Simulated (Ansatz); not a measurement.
# Work function and dipole per Te atom against coverage on Nb(110) and Mo(110), LDA with four-layer slabs

The usual rule of thumb has two parts: an electronegative adsorbate raises the work function of a metal, and its dipole shrinks as the layer fills, because neighbouring dipoles depolarise each other. I put both parts to the test with Te on Nb(110) and Mo(110) at a quarter, a half and a full layer. The answer matters for metal contacts to tellurides, where the interface dipole helps to set the barrier for carriers. The work function change ΔΦ is taken against the clean face of the same metal, and a positive dipole has its positive end outwards, which lowers the work function. The comparison with experiment uses a single measured value, that of clean Mo(110). One other value at hand was left out, and the lack of a comparison for clean Nb(110) does not mean that no measurement exists.

## Set-up

Ansatz 0.2.0, plane-wave Kohn-Sham DFT with its default PAW datasets at a cutoff of 420 eV, LDA. Slabs of 4 layers at the tabulated measured lattice constant with the lower two layers held; adsorbates on the upper face in cells of 1 to 4 surface atoms, started on the site named and relaxed with the upper layers until forces are under 0.02 eV/Å. k-spacing 0.19 to 0.21 Å⁻¹ (2π included), Fermi-Dirac smearing of 0.1 eV, 18 Å of vacuum, dipole correction. Spin-paired, no spin-orbit coupling.

Notes on method and selection:

- One starting site was run; real layers may sit elsewhere, sink into the surface or rebuild it.
- Changes under about 0.15 eV are within the error of slabs this thin.
- Runs in which an atom moved over 1.3 Å, mostly full layers of large atoms, are not listed; the work function can turn there.
- Neighbouring dipoles tend to depolarise each other as the coverage rises, unless heights or bonding change.
- Runs in which the search for lower states was switched off are not listed.
- Work functions and vacuum levels are read from the electrostatic potential (Hartree and local ionic parts), which a warning of a rough exchange-correlation potential in thin density does not concern.
- Error sizes named in these notes are rules of thumb and were not measured on these runs.
- The default PAW datasets of this version of Ansatz are the set soft_2.
- Runs that did not converge, have known faults or may not be shown are not listed, and runs on Ansatz's PAW sets soft_1 and soft_2 are kept to separate tables.
- A language model judged 1 of the measured values at hand unlike the computed quantity or outlying; they, and members whose columns rest on them, are left out, so mean errors are over the rest.

Columns:

- density (nm⁻²): adsorbates per area.
- height (Å): height of the adsorbed atom (the lowest atom of a molecule) over the highest substrate atom.
- coverage (ML): adsorbates per surface atom.
- ΔΦ (eV): work function of the covered face less that of the clean face.
- dipole (D): dipole per adsorbate from ΔΦ by the Helmholtz relation, positive end outwards.
- Φ covered (eV): work function of the covered face.

## Table of results

| member | system | density (nm⁻²) | height (Å) | coverage (ML) | ΔΦ (eV) | dipole (D) | Φ covered (eV) | remark |
| --- | --- | --- | --- | --- | --- | --- | --- | --- |
| clean | Te on Nb(110), hollow | 0.00 | – | 0.00 | 0.000 | – | 4.69 |  |
| 0.25 ML | Te on Nb(110), hollow | 3.25 | 2.07 | 0.25 | 0.212 | −0.173 | 4.90 | moved 0.7 Å sideways off the starting site |
| 0.5 ML | Te on Nb(110), hollow | 6.49 | 2.05 | 0.50 | 0.088 | −0.036 | 4.78 | moved 0.7 Å sideways off the starting site |
| 1 ML | Te on Nb(110), hollow | 12.99 | 2.30 | 1.00 | −1.172 | 0.240 | 3.52 |  |
| clean | Te on Mo(110), hollow | 0.00 | – | 0.00 | 0.000 | – | 4.85 |  |
| 0.25 ML | Te on Mo(110), hollow | 3.56 | 2.02 | 0.25 | −0.217 | 0.162 | 4.64 | moved 0.7 Å sideways off the starting site |
| 0.5 ML | Te on Mo(110), hollow | 7.13 | 2.00 | 0.50 | −0.668 | 0.249 | 4.18 | moved 0.7 Å sideways off the starting site |
| 1 ML | Te on Mo(110), hollow | 14.25 | 2.61 | 1.00 | −1.151 | 0.214 | 3.70 | moved 0.6 Å sideways off the starting site |

## The trend and its physics

The two metals behave differently. On Nb(110) the quarter layer raises the work function by 0.212 eV, the half layer leaves it unchanged within the error, and the full layer lowers it by 1.172 eV. The dipole per Te goes from −0.173 to 0.240 D and so changes sign. On Mo(110) each of the three layers lowers the work function, by 0.217, 0.668 and 1.151 eV, and the dipole stays positive, between 0.162 and 0.249 D.

To see which dipole changes are real I use the Helmholtz relation, ΔΦ = −k n μ, with n the density, μ the dipole and k about 0.38 eV nm² per debye. An error of 0.15 eV in ΔΦ means 0.15 / (0.38 × 3.56) = 0.11 D for the quarter layer on Mo, but only 0.15 / (0.38 × 14.25) = 0.03 D for the full one. The variation on Mo is therefore not resolved. The reversal on Nb, 0.240 + 0.173 = 0.413 D, is well outside the error.

Depolarisation cannot produce that reversal. In its simplest form, μ = μ₀ / (1 + 9αn^(3/2)) with α the polarisability, it shrinks a dipole but keeps its sign. Nor is density the only thing that changes. "Hollow" in the table names the starting site. On both metals the quarter and half layers ended on the long bridge, midway between two surface atoms one lattice constant apart, while the full layer on Nb stayed in the hollow. The reversal therefore comes with a change of site.

The dipoles are small. As a point charge at the tabulated height, the largest corresponds to 0.249 / (4.8 × 2.00) = 0.03 electrons, with 4.8 D per electron ångström. I read this as a near balance: electrons drawn to Te raise the work function, while the metal's electron tail pushed back by Te, and the polarisation of Te itself, lower it. Te is clearly more electronegative than Nb but about level with Mo, which fits the opposite signs at a quarter layer.

## Departures from the trend

The full layer on Nb(110) departs most from its sister rows: from half to full coverage ΔΦ falls by 0.088 + 1.172 = 1.260 eV. Te also rises from 2.05 to 2.30 Å, but lifting a negatively charged atom would raise the work function, so height alone has the wrong sign. The Te atoms are also more crowded. Their spacing in a full bcc(110) layer is √(3√2 / 4n), about 2.9 Å on Nb, close to a Te–Te bond length. The half layer is not evenly spread either: its atoms stand in rows, one lattice constant apart along the row. Filling the layer adds four closer neighbours to the two that each atom already has. Overlap between filled Te orbitals may push electrons back towards the metal, which has the right sign. The site differs too: Te stayed near the starting hollow here, but moved 0.7 Å to the long bridge in the thinner layers. These rows of the table cannot separate the effect of crowding from that of the site.

The full layer on Mo(110) has an ordinary dipole but an unusual geometry. Te moved towards the top of a surface atom and stands at 2.61 Å, against 2.00 Å at half coverage. Its dipole thus belongs to another bonding site, and its nearness to the half-layer value is no sign that the bonding stayed the same.

Both full layers have work functions more than 1 eV below that of their clean metal, which is surprisingly low for a face covered with Te. The imposed dense packing is a likely reason, but these rows do not prove it.

## Checking against experiment

| member | quantity | measured | computed, Te on Mo(110), hollow | computed − measured | conditions | source |
| --- | --- | --- | --- | --- | --- | --- |
| clean | Φ covered (eV) | 4.95 | 4.85 | −0.10 | compiled values differ between sources by a tenth of an eV or more; compiled experimental value; Mo(110) single-crystal face | [1] |

Sources:

[1] "Anisotropic work function of elemental crystals" (2019, arXiv:1902.07811)

For clean Mo(110) the calculation gives 4.85 eV and the compilation 4.95 eV, a difference of −0.10 eV or about 2 %. That is no larger than the spread between compiled sources, and it is smaller than the error I allow for a four-layer slab. I take it as agreement and draw nothing from its sign.

Several effects of this size could be at work. The thin slab can shift the result either way. Relaxation matters as well. The top layer of the clean Mo slab moved inwards, and the relaxed face has a lower work function than the held face of the same slab, which keeps the bulk spacing. The two faces differ by more than the 0.10 eV discussed here, and the held one lies above the measured value. At a fixed geometry LDA tends to give higher work functions than gradient-corrected functionals, but it also favours short bonds, and with the cell fixed at the measured lattice constant this can draw the top layer in too far. The functional may thus contribute to a low value through the geometry; how much of the contraction is due to it was not separated. On the experimental side, residual oxygen usually raises the work function of such a face, whereas steps and patches of other orientation tend to lower it. The state of the measured surface is not given in the table.

Clean Nb(110) and all the Te-covered faces are not compared here, so the coverage trend itself has no experimental check. The value for the clean face supports the starting point of the Mo series only within the error, which is too wide to tell the relaxed face from the unrelaxed one. It does not test the Te site or the dipole. The sign change on Nb(110) would be the most telling thing to measure, provided that the Te density and site were determined on the same sample.

## Questions the table answers

**Which of these layers suits a target work function of 4.2 eV?**

The half layer on Mo(110) gives 4.18 eV, a miss of 0.02 eV. The next nearest is the quarter layer on Mo(110), at 4.64 − 4.2 = 0.44 eV above the target. With an error of about 0.15 eV on such slabs the choice of row is safe, though the close match is not meaningful to 0.02 eV. The density to aim for is 7.13 Te atoms per nm², but the result belongs to one arrangement: Te on the long bridge, in rows with one lattice constant between neighbours. Another pattern of the same density could give a different work function.

**Can I take the dipole of the full layer and scale ΔΦ down with density?**

On Mo(110) the half layer would come out at −1.151 × 7.13 / 14.25 = −0.576 eV, against −0.668 eV calculated. The quarter layer would be −1.151 × 3.56 / 14.25 = −0.288 eV, against −0.217 eV. The misses are 0.668 − 0.576 = 0.092 eV and 0.288 − 0.217 = 0.071 eV, small beside the 1.151 − 0.217 = 0.934 eV that the three layers span. Scaling is serviceable there, though the full layer sits on a different site from the thinner ones, so the good match may be partly chance.

On Nb(110) the same step gives −1.172 × 6.49 / 12.99 = −0.586 eV for the half layer and −1.172 × 3.25 / 12.99 = −0.293 eV for the quarter layer. The calculated values are 0.088 and 0.212 eV, so the misses are 0.088 + 0.586 = 0.674 eV and 0.212 + 0.293 = 0.505 eV. The average scatter about the mean is 0.59 eV, so scaling does no better than the mean and gets the sign wrong for the quarter layer. I would not carry a full-layer dipole over to a thin layer without a second coverage to check it.

## Rules of thumb and their limits

Between a quarter and a full layer, Te lowers the work function of Mo(110) roughly in proportion to its density, while on Nb(110) its effect changes sign. Electronegativity alone would not have predicted the large drops at full coverage. The second part of the rule, a dipole that only shrinks as the layer fills, does not describe the Nb(110) series, where the dipole reverses. Because Te changes site between the half and the full layer, this does not refute the rule for Te kept on one site. On Mo(110) the rule cannot be judged within the error.

These statements hold for layers relaxed from one starting hollow, which left the quarter and half layers on the long bridge and the half layers in rows. Te that sinks into the surface, rebuilds it or settles in another site could have a different dipole, even one of opposite sign.

LDA tends to bind adsorbates too closely. What that does to ΔΦ cannot be read from the net dipole, which is a balance of opposing parts that need not change alike with height. At the same geometry a gradient-corrected functional usually gives lower absolute work functions, by roughly 0.1 to 0.3 eV, and much of that shift should cancel in ΔΦ. An error in the relaxation of the metal surface need not cancel, since Te can change that relaxation. Spin-orbit coupling, left out here, acts on the Te p states; I expect a small effect but cannot give its sign.
